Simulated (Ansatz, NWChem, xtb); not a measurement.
## Ligand exchange: BH(CH3)I + SiH4 → BH(CH3)(SiH3) + HI

Species: BH(CH3)I, singlet; SiH4 (silane) `[SiH4]`, singlet; BH(CH3)(SiH3), singlet; HI (hydrogen iodide), singlet. The partners trade I for SiH3: B–I and H–SiH3 bonds give way to B–SiH3 and H–I.

Shapes, held fixed at every level: PBE0-D4/def2-TZVP. Programs: Ansatz 0.2.0, NWChem 7.3.0, xtb 6.7.1. A level may come from different programs for different species; with the same settings they agree closely. The zero-point and thermal change to 298 K, harmonic and unscaled (PBE0-D4/def2-TZVP), is -4.3 kJ/mol.

```tsv
level	kind	ΔH(298 K) (kJ/mol)	less CCSD(T)/def2-TZVPP
GFN1-xTB	semi-empirical	+75.4	-22.6
HF/def2-SVP	Hartree–Fock	+99.4	+1.4
PBE-D4/def2-TZVPP	GGA	+90.6	-7.4
r2SCAN-D4/def2-TZVPP	meta-GGA	+96.0	-2.0
wB97M-V/def2-TZVPP	range-separated hybrid	+95.6	-2.4
wB97X-V/def2-TZVPP	range-separated hybrid	+92.1	-5.9
MP2/def2-SVP	perturbation theory	+107.0	+9.0
CCSD/def2-TZVPP	coupled cluster or CI	+95.7	-2.3
CCSD(T)/def2-TZVPP	coupled cluster or CI	+98.0	0.0
```

The highest level, CCSD(T)/def2-TZVPP, gives ΔH(298 K) = +98.0 kJ/mol; the levels span +75.4 to +107.0. The column of differences is taken from that level and isn't an error. No measured value is set beside it here. For atoms past krypton def2 sets carry core potentials with scalar relativity. Outer-core shells of I are correlated in most correlated rows, in sets that cover them unevenly.

Replacing iodide by silyl at boron is clearly endothermic at every level, so the enthalpy favours the iodoborane and silane; read in reverse, HI cleaves the B–Si bond exothermically. The main reason is probably the hydrogen partner: the Si–H bond given up is considerably stronger than the H–I bond formed, where the diffuse iodine 5p orbital overlaps poorly with hydrogen 1s. The new B–Si bond can't make up for this, being only weakly polar and lacking the lone-pair donation into the empty boron p orbital that iodine provides.

The sign is therefore secure, and the four density functionals all fall modestly below CCSD(T). The perturbative triples add little to CCSD, which suggests no serious multireference character. Hartree–Fock's closeness to the top level, at +1.4 kJ/mol, looks like cancellation between missing correlation and a small basis, since MP2 in that same basis overshoots by +9.0. With two molecules on each side, entropy is unlikely to overturn the preference in the gas phase, but nothing here bears on the barrier.
